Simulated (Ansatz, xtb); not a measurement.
Two isomers of C3H9GeNO

Structure X: `N[C@@H]1OC[C@H]1[GeH3]`, a singlet. Structure Y: `N[C@@H]1OC[C@@H]1[GeH3]`, a singlet. Both are isolated molecules in the gas phase, relaxed with B3LYP/def2-SVP; the shapes shown needn't be the lowest conformers.

X (Å):

```xyz
15

C     0.1872   -0.5109    0.0828
C    -1.1815    0.6655   -0.9534
C     0.0615    1.0194   -0.1099
Ge   -0.1025    2.1881    1.4710
N     1.4486   -1.0925   -0.1860
O    -0.8679   -0.7324   -0.9028
H     1.7493   -0.9022   -1.1422
H     1.4408   -2.1026   -0.0504
H    -0.1541   -0.8766    1.0703
H    -1.2076    1.0598   -1.9848
H    -2.1533    0.8890   -0.4720
H     0.8895    1.3879   -0.7362
H    -0.4491    3.6276    1.0313
H    -1.2329    1.6592    2.3815
H     1.2199    2.2107    2.2652
```

Y (Å):

```xyz
15

C    -0.7972    0.1661   -0.0066
C     0.5832   -0.6848    1.3084
C    -0.0501   -1.1941   -0.0048
Ge    1.1362   -1.6204   -1.5274
N    -0.6446    1.0107   -1.1398
O    -0.0892    0.5768    1.1963
H    -1.2297    1.8425   -1.0756
H     0.3228    1.3181   -1.2433
H    -1.8794    0.0723    0.1992
H     1.6834   -0.5693    1.3268
H     0.2820   -1.2445    2.2131
H    -0.7260   -2.0517    0.1330
H     0.3271   -1.9613   -2.7929
H     1.9953   -2.8446   -1.1349
H     2.0920   -0.4434   -1.8230
```

Energies in hartree; the thermal terms are from GFN2-xTB frequencies at re-optimised GFN2-xTB minima (ideal gas, soft modes damped towards free rotors, one conformer each, 298.15 K, 1 atm) and include the zero-point energy:

|  | X | Y |
| --- | --- | --- |
| E, CCSD(T)/def2-SVP | −2324.107932 | −2324.108582 |
| E, MP2/def2-SVP | −2324.023578 | −2324.024038 |
| E, MP2/def2-TZVPP | −2324.787752 | −2324.787433 |
| zero-point energy | 0.113233 | 0.113837 |
| H(298 K) − E | 0.122152 | 0.122482 |
| G(298 K) − E | 0.079974 | 0.081279 |

Question: Correct the CCSD(T) difference for the basis set by the MP2 change, then work out ΔE, ΔE₀, ΔH and ΔG for X → Y in kJ/mol (1 Eh = 2625.50 kJ/mol) and the equilibrium ratio [Y]/[X].

Answer: 1. Differences Y − X: CCSD(T) −0.000650, MP2 in the small set −0.000460, MP2 in the large set +0.000319 Eh.
2. ΔE = −0.000650 + (+0.000319 − (−0.000460)) = +0.000129 Eh = +0.34 kJ/mol.
3. ΔE₀ = ΔE + ΔZPE = +0.000129 + (+0.000604) Eh = +1.92 kJ/mol.
4. ΔH = ΔE + (+0.000330) Eh = +1.21 kJ/mol.
5. ΔG = ΔE + (+0.001305) Eh = +3.76 kJ/mol, so ΔS = (ΔH − ΔG)/T = −8.6 J/(mol K).
6. kT = 0.9442 mEh, so K = [Y]/[X] = exp(−ΔG/kT) = exp(−1.52) ≈ 0.22.

The two are too close for this level to say which is favoured. An error of 4 kJ/mol in ΔG would change K by a factor of 5. Mirror images and further conformers aren't counted.

As drawn, both hold the same kinds of bond in the same numbers.

Other levels gave ΔE = −10.2 (GFN2-xTB); +5.4 (HF/STO-3G, GFN2-xTB geometries); +7.3 (r2SCAN-D4/def2-SVP, GFN2-xTB geometries); −0.4 (B3LYP/def2-SVP); −0.3 (HF/def2-SVP); −1.2 (MP2/def2-SVP); −1.7 (CCSD(T)/def2-SVP) kJ/mol. The correlated steps freeze 14 core orbitals; the filled d shell of Ge is correlated, in a basis made for valence electrons. Programs: Ansatz 0.2.0, xtb 6.7.1.

X and Y are the trans and cis forms of 3-germyloxetan-2-amine, so ring strain and bond energies largely cancel. In both structures the nitrogen lone pair lies roughly anti to the ring C–O bond, so the anomeric donation into its σ* orbital cancels too. What remains is the contact between NH2 and GeH3 on the same face in Y. Its repulsion is probably softened by the long C–Ge bond and offset by dispersion and by electrostatic attraction between nitrogen and the positive germanium.

The larger basis removes the small electronic preference for Y, perhaps partly because neighbouring groups borrow each other's functions in the small one. Most of the computed ΔG is then entropic, which suggests stiffer soft motions in the crowded cis form. GFN2-xTB, however, favours Y far more strongly than the correlated methods do. If it exaggerates the N···Ge attraction, it may also make Y too stiff, so the entropy term is no firm evidence of a trans preference.
